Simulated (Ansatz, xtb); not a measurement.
**Relative energy of two isomers of C6H9B**

Structure I: `B[C@@H]1CC[C@H]1C#C`, a singlet. Structure II: `B[C@@H]1CC[C@@H]1C#C`, a singlet. Both are isolated molecules in the gas phase, relaxed with PBE0-D3(BJ)/def2-SVP; each stands in its lowest conformer found.

Quicker runs give these differences E(II) − E(I): GFN2-xTB +1.17 kcal/mol; HF/STO-3G +0.48 kcal/mol (at GFN2-xTB geometries); r2SCAN-D4/def2-SVP +0.65 kcal/mol (at GFN2-xTB geometries).

Estimate E(II) − E(I) at the level CCSD(T)/def2-SVP + ΔMP2/def2-TZVPP.

Too close to call at this level: CCSD(T)/def2-SVP + ΔMP2/def2-TZVPP gives E(II) − E(I) = −0.02 kcal/mol.

How the difference moves with the method:

| level | geometry | E(II) − E(I) (kcal/mol) | departure from the last row (kcal/mol) | job, with rough time for the two |
| --- | --- | --- | --- | --- |
| GFN2-xTB | GFN2-xTB | +1.17 | +1.19 | optimisation, 0.94 s |
| HF/STO-3G | GFN2-xTB | +0.48 | +0.50 | single point, 1.3 s |
| r2SCAN-D4/def2-SVP | GFN2-xTB | +0.65 | +0.67 | single point, 9 s |
| PBE0-D3(BJ)/def2-SVP | PBE0-D3(BJ)/def2-SVP | +0.62 | +0.64 | optimisation, 4.7 min |
| HF/def2-SVP | PBE0-D3(BJ)/def2-SVP | +1.70 | +1.72 | part of the CCSD(T) run |
| MP2/def2-SVP | PBE0-D3(BJ)/def2-SVP | −0.09 | −0.07 | part of the CCSD(T) run |
| CCSD(T)/def2-SVP | PBE0-D3(BJ)/def2-SVP | +0.25 | +0.27 | single point |
| CCSD(T)/def2-SVP + ΔMP2/def2-TZVPP | PBE0-D3(BJ)/def2-SVP | −0.02 |  | single point, 3.5 min |

As drawn, both hold the same kinds of bond in the same numbers.

The largest departure from CCSD(T)/def2-SVP + ΔMP2/def2-TZVPP is that of HF/def2-SVP, 1.72 kcal/mol. The last row adds to CCSD(T) the change of the MP2 difference between the two basis sets, here −0.27 kcal/mol.

With thermal terms from frequencies at re-optimised GFN2-xTB minima (ideal gas, soft modes damped towards free rotors, one conformer each, 298.15 K, 1 atm): on the last row, ΔE + ΔZPE = +0.12, ΔH = +0.17, ΔG = +0.07 kcal/mol.

The correlated steps freeze 7 core orbitals. Programs: Ansatz 0.2.0, xtb 6.7.1; the last row on 2 threads of Intel(R) Xeon(R) Processor @ 2.50GHz (Skylake/Cascade Lake) on a shared host.

Structure I is the trans and structure II the cis arrangement of the boryl and ethynyl groups on the cyclobutane ring, and the calculation gives neither a meaningful energetic advantage. The usual trans preference, which comes from relief of eclipsing and steric repulsion between neighbouring substituents, is clear in HF/def2-SVP at +1.70 kcal/mol but almost vanishes once correlation is included. This suggests that attraction between the close-lying groups in the cis isomer offsets its strain. Dispersion is the likely main part, perhaps helped by donation from the alkyne π system into the empty boron p orbital; the energies alone can't separate the two. MP2 takes the shift slightly further than CCSD(T) in the same basis, as expected from its tendency to overbind polarisable π systems. HF/STO-3G lacks correlation too, yet gives only +0.48 kcal/mol, so its closeness to the best value is probably a cancellation of errors in the minimal basis. The near-zero free-energy difference implies comparable populations only if the isomers can equilibrate, which would require breaking and remaking a bond at a stereocentre.
